## 1. Model, observables, premises

**Model.** Hypercubic lattice, dimension $d$, coordination $q=2d$, lengths in lattice spacings. A site is vacant (active) or poisoned; $A$ is the set of vacant sites. Time is in units of $1/k_0$, with $k_0$ the poisoning rate per vacant site. Moves:

- vacant → poisoned at rate 1 (adsorption of the poison);
- poisoned → vacant at rate $\kappa=\lambda/q$ per vacant neighbour (a reactant lands on the vacancy, removes the neighbouring poison, and both leave at once);
- poisoned → vacant at rate $h$ (spontaneous desorption).

At $h=0$ this is the contact process (Harris 1974), and $A=\emptyset$, the poisoned surface, is absorbing. Let $\Delta=(\lambda-\lambda_c)/\lambda_c$. In a steady state the reactive turnover per site is $k_0[\rho-h(1-\rho)]\approx k_0\rho$ for $h\ll\rho$, where $\rho$ is the vacancy fraction.

**Observables at $h=0$.** From a clean surface: $\rho(t)$, with $\rho_\infty\sim\Delta^{\beta}$ and $\rho\sim t^{-\alpha}$ at $\Delta=0$. From one vacancy at the origin: survival probability $P(t)$, with $P_\infty\sim\Delta^{\beta'}$; the probability $c(\mathbf r,t)$ that site $\mathbf r$ is vacant; $N=\sum_{\mathbf r}c$, averaged over all runs, dead ones included; $R^2=\sum_{\mathbf r} r^2c/N$. At $\Delta=0$,
$$P\sim t^{-\delta},\qquad N\sim t^{\eta},\qquad R^2\sim t^{z_s}.$$
The exponent $z_s$ (the $z$ of Grassberger and de la Torre 1979) differs from the dynamic exponent $z$ of $\xi_\parallel\sim\xi_\perp^z$.

**Premises.**

- (P1) The transition at $\lambda_c$ is continuous, with one diverging length $\xi_\perp\sim|\Delta|^{-\nu_\perp}$ and one diverging time $\xi_\parallel\sim|\Delta|^{-\nu_\parallel}$.
- (P2) Observables are generalised homogeneous functions under $\mathbf r\to\mathbf r/b$, $t\to t/b^{z}$, $\Delta\to b^{1/\nu_\perp}\Delta$, $L\to L/b$, with scaling functions finite and non-zero at $\Delta=0$. Section 4 shows where this fails.
- (P3) Other models with a continuous transition into one absorbing state, short-range rules, no extra symmetry, no conservation law and no frozen disorder share these exponents (conjecture of Janssen 1981 and Grassberger 1982). The dimer-poisoning transition of the monomer–dimer model of Ziff, Gulari and Barshad (1986) is placed in this class; its monomer-poisoning transition is discontinuous and is not covered.

## 2. Consequences of the ansatz alone

$\xi_\parallel(\Delta)=b^z\xi_\parallel(b^{1/\nu_\perp}\Delta)$ with $b=|\Delta|^{-\nu_\perp}$ gives $\nu_\parallel=z\nu_\perp$.

Write $\rho(\Delta,t)=b^{-x}\rho(b^{1/\nu_\perp}\Delta,b^{-z}t)$. The choice $b=\Delta^{-\nu_\perp}$, $t\to\infty$ gives $\rho_\infty\sim\Delta^{x\nu_\perp}$, so $x=\beta/\nu_\perp$. The choice $b=t^{1/z}$, $\Delta=0$ gives $\alpha=x/z$. The same steps apply to $P$ with its own exponent:
$$\alpha=\beta/\nu_\parallel,\qquad\delta=\beta'/\nu_\parallel.\tag{1}$$
At $\Delta=0$, $c=t^{-y}\Phi(r/t^{1/z})$ with some $y$. The prefactor cancels in $R^2$, and $\mathbf u=\mathbf r/t^{1/z}$ gives $R^2=t^{2/z}\int u^2\Phi\,d^du/\int\Phi\,d^du$, hence
$$z_s=2/z=2\nu_\perp/\nu_\parallel.\tag{2}$$
Scaling alone does not tie $\beta'$ to $\beta$. That needs a symmetry.

## 3. Rapidity reversal

**Exact form on the lattice.** Let $Q_h$ be the generator, $(Q_hf)(A)=\sum_{A'}w(A\to A')[f(A')-f(A)]$. Define $H(A,B)=1$ if $A\cap B=\emptyset$, else 0. Act on the first argument.

- Poisoning of $x\in A$ changes $H$ only if $A\cap B=\{x\}$, from 0 to 1. Contribution $+1[|A\cap B|=1]$, symmetric in $A,B$.
- Reactive clearing of $x\notin A$ changes $H$ only if $H=1$ and $x\in B$, from 1 to 0. Contribution $-\kappa\,n(A,B)H$, with $n(A,B)$ the number of bonds joining $A$ to $B$, again symmetric.
- Desorption changes $H$ under the same condition. When $H=1$ every site of $B$ lies outside $A$. Contribution $-h|B|H$.

In matrix form, with $\hat n=\mathrm{diag}|B|$, this is $Q_hH=H(Q_0-h\hat n)^T$. Iterating in the exponential series, $e^{tQ_h}H=H\,[e^{t(Q_0-h\hat n)}]^T$. The term $-h\hat n$ removes weight at rate $h|B|$ along a trajectory, so
$$\mathbb E_A[H(A_t,B)]=\mathbb E_B\Big[e^{-h\int_0^t|B_s|ds}H(A,B_t)\Big],\tag{3}$$
where $B_t$ evolves with $h=0$. Only equal rates in both directions of a bond were used, so (3) holds on any finite facet with open edges. It survives symmetric exchange hopping, because a swap $\pi$ of two sites obeys $H(\pi A,B)=H(A,\pi B)$.

*Use 1.* $h=0$, $A$ = all sites, $B=\{x\}$. The left side is $1-\rho_x(t)$. On the right $H=1$ only if $B_t=\emptyset$, which gives $1-P_x(t)$. So $\rho(t)=P(t)$ for every $\lambda$ and $t$, and with (1)
$$\beta'=\beta,\qquad \delta=\alpha=\beta/\nu_\parallel.\tag{4}$$

*Use 2.* $h>0$, $B=\{x\}$, $t\to\infty$. Runs that die have $H=1$; runs that never die carry weight zero. With $S=\int_0^\infty|B_s|ds$ the space-time volume of a cluster seeded at $x$,
$$\rho_x(h)=1-\mathbb E_x[e^{-hS}].\tag{5}$$
Test on two sites. The stationary weights of 0, 1, 2 vacancies are $1:2h:h(h+\kappa)$, so $\rho=h(1+h+\kappa)/[(1+h)^2+\kappa h]$. First-step equations for $u_n=\mathbb E[e^{-hS}]$ from $n$ seeds read $(1+\kappa+h)u_1=1+\kappa u_2$ and $(2+2h)u_2=2u_1$. They give $u_1=(1+h)/[(1+h)^2+\kappa h]=1-\rho$.

**Emergent form.** Models under (P3) have no exact duality. Their coarse-grained vacancy density obeys $\partial_t\psi=\tau\psi-v\psi^2+D\nabla^2\psi+h+\zeta$ with $\tau\propto\Delta$ and $\langle\zeta\zeta\rangle=2u\psi\,\delta^d(\mathbf r)\delta(t)$; the noise vanishes with $\psi$ because $\psi=0$ is absorbing. Averaging over $\zeta$ with a response field $\tilde\psi$ gives the weight $e^{-\mathcal S}$,
$$\mathcal S=\int d^dr\,dt\,\big[\tilde\psi(\partial_t-\tau-D\nabla^2)\psi+v\tilde\psi\psi^2-u\tilde\psi^2\psi-h\tilde\psi\big].$$
Rescale $\psi\to s\psi$, $\tilde\psi\to\tilde\psi/s$, $s=\sqrt{u/v}$. The cubic terms become $g\tilde\psi\psi(\psi-\tilde\psi)$, $g=\sqrt{uv}$. Under $\psi(t)\to-\tilde\psi(-t)$, $\tilde\psi(t)\to-\psi(-t)$ the cubic term maps to itself, the gradient term does so after two integrations by parts, and $\tilde\psi\partial_t\psi$ does so because the sign from $t\to-t$ cancels the sign from one integration by parts. At $h=0$ the two fields thus have equal dimension. Since $\psi$ measures vacancies (dimension $\beta/\nu_\perp$) and $\tilde\psi$ creates them (dimension $\beta'/\nu_\perp$), (4) follows. Omitted terms break the symmetry but are irrelevant, so $\rho(t)\propto P(t)$ holds only asymptotically, with a non-universal ratio.

## 4. Hyperscaling

Split the evolution at $t/2$ with $h=0$: $e^{tQ_0}H=e^{tQ_0/2}H[e^{tQ_0/2}]^T$. The element $A=\{0\}$, $B=\{\mathbf r\}$ says that $c(\mathbf r,t)$ is the probability that two independent clusters of age $t/2$, seeded at $0$ and $\mathbf r$, overlap. Both must be alive, so exactly
$$c(\mathbf r,t)=P(t/2)^2M(\mathbf r,t),\qquad 0\le M\le1,\tag{6}$$
with $M$ the overlap probability given double survival. The weight of $c$ lies in $r\lesssim t^{1/z}$, so $N\lesssim t^{d/z-2\delta}$ and $\eta\le d/z-2\delta$ in any dimension. Equality requires that $M$ tend to a non-zero function of $r/t^{1/z}$. That is (P2) for $c$: for $\Delta>0$, fixed $r$ and $t\to\infty$ both clusters grow without bound, $M\to1$, $c\to P_\infty^2\sim\Delta^{2\beta}$, which fixes $y=2\beta/\nu_\parallel=2\delta$; a scaling function that stays non-zero at $\Delta=0$ means $M=O(1)$. Then
$$N=t^{-2\delta}\int d^dr\,\Phi(r/t^{1/z})\propto t^{d/z-2\delta}.$$
Multiply $\eta=d/z-2\delta$ by two and use (2):
$$\boxed{4\delta+2\eta=d\,z_s}\tag{7}$$
Without the symmetry the same route gives $2(\alpha+\delta+\eta)=dz_s$.

**Why $d\le4$.** Drop site exclusion. Each vacancy then splits or dies at rate 1, independently. The extinction probability obeys $\dot p=1-2p+p^2$, so $\dot P=-P^2$, $P=1/(1+t)$, while $N=1$ and the spread is diffusive: $\delta=1$, $\eta=0$, $z=2$, $z_s=1$. A surviving cluster has $N/P\sim t$ vacancies in a volume $t^{d/2}$. Two of them share about $t^2/t^{d/2}$ sites. For $d>4$ this vanishes, $M\sim t^{2-d/2}\to0$, neglect of exclusion is self-consistent, and $4\delta+2\eta=4<d$: the inequality is strict and (7) fails. For $d<4$ the estimate would exceed the bound $M\le1$, so exclusion must change the exponents, and $M$ saturates. Power counting agrees: both fields have dimension $d/2$, so $g$ has dimension $d+2-3d/2=(4-d)/2$. At $d=4$, (7) holds with $\beta=1$, $\nu_\perp=1/2$, $\nu_\parallel=1$, up to logarithms.

## 5. Rounding by desorption

Integrate (5) by parts: $\rho=h\int_0^\infty e^{-hs}\,\mathrm{Pr}(S>s)\,ds$. At $\Delta=0$ a cluster alive at age $t$ holds $N/P\sim t^{\eta+\delta}$ vacancies, so a cluster of lifetime $t$ has $S\sim t^{1+\eta+\delta}$. By (P2) lifetime and volume are tied by this one power, and
$$\mathrm{Pr}(S>s)\simeq C s^{-a},\qquad a=\frac{\delta}{1+\eta+\delta}<1.$$
The integral converges at small $s$ because $a<1$, and $\rho\simeq C\,\Gamma(1-a)\,h^a$. Define $\sigma=\nu_\parallel(1+\eta+\delta)$, so that $a=\beta/\sigma$ by (4). Insert $\eta=d/z-2\delta$ and $\nu_\parallel/z=\nu_\perp$:
$$\boxed{\rho\sim h^{\beta/\sigma},\qquad\sigma=d\nu_\perp+\nu_\parallel-\beta}\tag{8}$$
The action gives the same: invariance of $h\int d^dr\,dt\,\tilde\psi$ requires $h\to b^{d+z-\beta'/\nu_\perp}h=b^{\sigma/\nu_\perp}h$. Any local event that opens vacancies on the poisoned surface, such as associative desorption that frees two adjacent sites, couples to $\tilde\psi$ and has this exponent.

Including $\Delta$, $\rho=h^{\beta/\sigma}G(\Delta h^{-1/\sigma})$. The transition is rounded over $|\Delta|\sim h^{1/\sigma}$, with length $\xi_h\sim h^{-\nu_\perp/\sigma}$ and time $\tau_h\sim h^{-\nu_\parallel/\sigma}$. On the poisoned side (5) expands to $\rho=h\langle S\rangle$ with $\langle S\rangle=\int N\,dt\sim\xi_\parallel^{1+\eta}=|\Delta|^{-\gamma}$, $\gamma=\nu_\parallel(1+\eta)=\sigma-\beta$.

For $d>4$ use $\sigma=\nu_\parallel(1+\eta+\delta)=2$, not (8). Directly, free branching has $(2+h)u=1+u^2$, so $1-u=[\sqrt{h^2+4h}-h]/2\simeq h^{1/2}$. This is also the root of the rate equation $\rho^2+h\rho-h=0$ at $\lambda=1$.

**Two dimensions.** Take as inputs the approximate simulation values $\beta\approx0.583$, $\nu_\perp\approx0.733$, $\nu_\parallel\approx1.295$, uncertain in the third decimal. Then:

| $z$ | $\delta$ | $z_s$ | $\eta$ | $\sigma$ | $\beta/\sigma$ | $\beta/\nu_\perp$ | $\sigma/\nu_\perp$ | $\gamma/\nu_\perp$ |
|---|---|---|---|---|---|---|---|---|
| 1.77 | 0.45 | 1.13 | 0.23 | 2.18 | 0.27 | 0.80 | 2.97 | 2.18 |

## 6. Finite $L\times L$ facets

**No desorption.** Every finite facet poisons eventually. At $\Delta=0$, (P2) with $b=L$ gives $\rho(t,L)=L^{-\beta/\nu_\perp}f(t/L^z)$, while the probability that the initially clean facet is still active is a function of $t/L^z$ with no prefactor, since it equals one at short times. For $t\gg\tau_L\sim L^z$ both decay with the slowest eigenvalue of $Q_0$, so their ratio is constant:
$$\rho_{qs}\sim L^{-\beta/\nu_\perp}.\tag{9}$$
This is the density conditioned on survival. The unconditioned long-time density at $h=0$ is zero.

**With desorption.** Clusters feel the edges at age $L^z$, so $S$ is cut off at $s_L=L^{z(1+\eta+\delta)}=L^{\sigma/\nu_\perp}$: $\mathrm{Pr}(S>s)=s^{-a}g(s/s_L)$ after averaging over seed sites, with $g(0)=C$ and $g$ decaying exponentially. Put $s=s_Lw$ and $X=hs_L$; since $a\sigma/\nu_\perp=\beta/\nu_\perp$,
$$\rho=L^{-\beta/\nu_\perp}F(X),\qquad F(X)=X\int_0^\infty e^{-Xw}w^{-a}g(w)\,dw,\qquad X=hL^{\sigma/\nu_\perp}.\tag{10}$$

- $X\gg1$, i.e. $L\gg\xi_h$: small $w$ dominates, $F\to C\Gamma(1-a)X^a$, $L$ cancels and (8) returns. Open edges depress a rim of width $\xi_h$, a relative correction of order $-\xi_h/L$.
- $X\ll1$: $F\propto X$, so $\rho\sim hL^{\gamma/\nu_\perp}$, linear in $h$, with relative correction of order $X$.

$X$ is a duty cycle. Seeds appear at rate $hL^d$, a fraction $P(L^z)\sim L^{-\beta/\nu_\perp}$ spans the facet, and each such burst lasts $L^z$; the product is $hL^{d+z-\beta/\nu_\perp}=X$. During a burst the density is (9). A small facet is mostly dead and its time-averaged activity rises with $L$, although $\rho_{qs}$ falls with $L$.

**Solvable counterpart.** Take a well-mixed facet of $n_s=L^2$ sites with open edges. Each of its $2L(L-1)$ bonds joins a vacancy to a poisoned site with probability $2n(n_s-n)/[n_s(n_s-1)]$, with $n$ the vacancy number, so with $\kappa=\lambda/4$ the reactive rate is $\lambda\frac{L}{L+1}\,n(n_s-n)/n_s$ and the threshold is $\lambda=1+1/L$. The offset $1/L$ equals the rounding width $n_s^{-1/2}$ and must be kept. At this threshold $n$ rises at rate $(n_s-n)(h+n/n_s)$ and falls at rate $n$. For $1\ll n\ll n_s$ the drift is $X'-n^2/n_s$ with $X'=hn_s$ and the variance rate is $2n$. Zero flux, $(X'-n^2/n_s)p=\partial_n(np)$, gives $p\propto n^{X'-1}e^{-n^2/2n_s}$ and
$$\rho=\sqrt{2/n_s}\;\Gamma\!\big(\tfrac{X'+1}{2}\big)\big/\Gamma\!\big(\tfrac{X'}{2}\big).\tag{11}$$
Limits: $X'\sqrt{\pi/2n_s}$ for $X'\ll1$ and $h^{1/2}$ for $X'\gg1$. The structure is that of (10), with $L^{-1}$ and $hL^2$ as scaling variables.

## 7. Range of validity

1. Eqs. (3), (5), (6) and $\rho(t)=P(t)$ are exact for the model. Eqs. (1), (2), (4) add scaling. Eqs. (7)–(10) need $d<4$, with logarithms at $d=4$. Transfer to other mechanisms rests on (P3). Amplitudes ($C$, metric factors in $X$, $\xi_h$, $\tau_L$) are non-universal and are not derived here.
2. Asymptotics: $L,\xi_h\gg1$. Criticality: $|\Delta|\ll\max(L^{-1/\nu_\perp},h^{1/\sigma})$.
3. Desorption also shifts $\Delta$ by $O(h)$ through the term $-h\rho$. Relative to the rounding width this is $h^{1-1/\sigma}$, small since $\sigma>1$.
4. Hopping at rate $D\gg1$ (units of $k_0$), $d=2$: a free cluster has $t$ vacancies on an area $Dt$, so exclusion acts at rate $1/D$ per vacancy and matters after $t_\times\sim D$, at length $\sqrt{Dt_\times}\sim D$, up to logarithms. DP exponents need $\min(L,\xi_h)\gg D$; for $L\ll D$, (11) applies at $\lambda=1+1/L$.
5. Edges that desorb at $h_e\ne h$: $4L$ sites, each seed surviving with probability $L^{-\beta_1/\nu_\perp}$, $\beta_1$ the edge exponent. Their duty cycle relative to $X$ is $4(h_e/h)L^{-1-(\beta_1-\beta)/\nu_\perp}$.
6. Frozen heterogeneity of rates is relevant when $d\nu_\perp<2$; here $d\nu_\perp=1.47$, so disordered facets leave the class at large $L$. Discontinuous poisoning, reconstruction and coupling through the gas or heat flow are excluded.

## 8. Numerical illustration

Assumed inputs, for no particular material: square lattice, spacing 0.28 nm, $k_0=10^4\ \mathrm{s^{-1}}$ independent of $T$, desorption rate $\nu_0e^{-E_d/k_BT}$ with $\nu_0=10^{13}\ \mathrm{s^{-1}}$, $E_d=1.5$ eV, $T=550$ K, immobile poison, pressures tuned to $\Delta=0$. All amplitudes are set to one, so absolute values are order-of-magnitude; entries use unrounded exponent ratios.

$k_BT=0.0474$ eV, $E_d/k_BT=31.6$, $h=1.8\times10^{-5}$. Then $h^{\beta/\sigma}=0.054$, $\xi_h=40$ sites or 11 nm, $\tau_h/k_0=0.066$ s. The crossover $X=1$ lies at $T^*=E_d/\{k_B[\ln(\nu_0/k_0)+(\sigma/\nu_\perp)\ln L]\}$.

| $L$ | edge (nm) | $\rho_{qs}$ | $\tau_L/k_0$ (s) | $X$ | $\xi_h/L$ | $T^*$ ($10^2$ K) |
|---|---|---|---|---|---|---|
| 20 | 5.6 | 0.092 | 0.020 | 0.13 | 2.0 | 5.9 |
| 80 | 22.4 | 0.031 | 0.23 | 8.1 | 0.49 | 5.2 |
| 320 | 89.6 | 0.010 | 2.7 | $5.0\times10^2$ | 0.12 | 4.6 |

The 20-site facet is in the burst regime, $\rho\approx X\rho_{qs}=0.012$. The 320-site facet has the bulk value 0.054 less a rim correction of relative order 0.12. The 80-site facet is in the crossover, below the bulk value by a rim correction of order one half. A factor 3 in the amplitude of $X$ moves $T^*$ of the smallest facet by about 22 K.

Amplitude-free statements, per factor 4 in $L$: $\rho_{qs}$ changes by 0.33, the crossover $h$ falls by 62, the burst-regime $\rho$ rises by 20, and $1/T^*$ rises by $2.4\times10^{-4}\ \mathrm{K^{-1}}$. Along the critical line the apparent activation energy of $\rho$ is $E_d=1.5$ eV for $X\ll1$ and $(\beta/\sigma)E_d=0.40$ eV for $X\gg1$.

Sizes of the neglected effects:

- Tuning. The window is $L^{-1/\nu_\perp}=0.017$ for $L=20$ and $h^{1/\sigma}=0.0066$ for the larger facets. If $\lambda$ has an assumed activation energy of 1 eV, the latter is 0.17 K at fixed pressures. The shift of item 3 is 0.0027 of the width.
- Edges. With the approximate $\beta_1\approx1.07$, edge desorption rivals terrace desorption on the 20-site facet at $h_e/h\approx37$, an edge barrier lower by 0.17 eV.
- Hopping. With prefactor $\nu_0$, $D<1$ needs a barrier above $k_BT\ln(\nu_0/k_0)=0.98$ eV. An assumed barrier of 0.6 eV gives $D=3.2\times10^3\gg L$. DP scaling is then lost. For $L=80$, retuned to the well-mixed threshold $\lambda=1+1/L=1.0125$, $X'=0.115$ and (11) gives the model's $\rho=1.7\times10^{-3}$, against the model's unit-amplitude scale of 0.054 for immobile poison. At $\lambda=1$ the drift gains $-n/L$, so $p\propto n^{X'-1}e^{-n^2/2n_s-n/L}$ and the model's $\rho$ is $0.9\times10^{-3}$.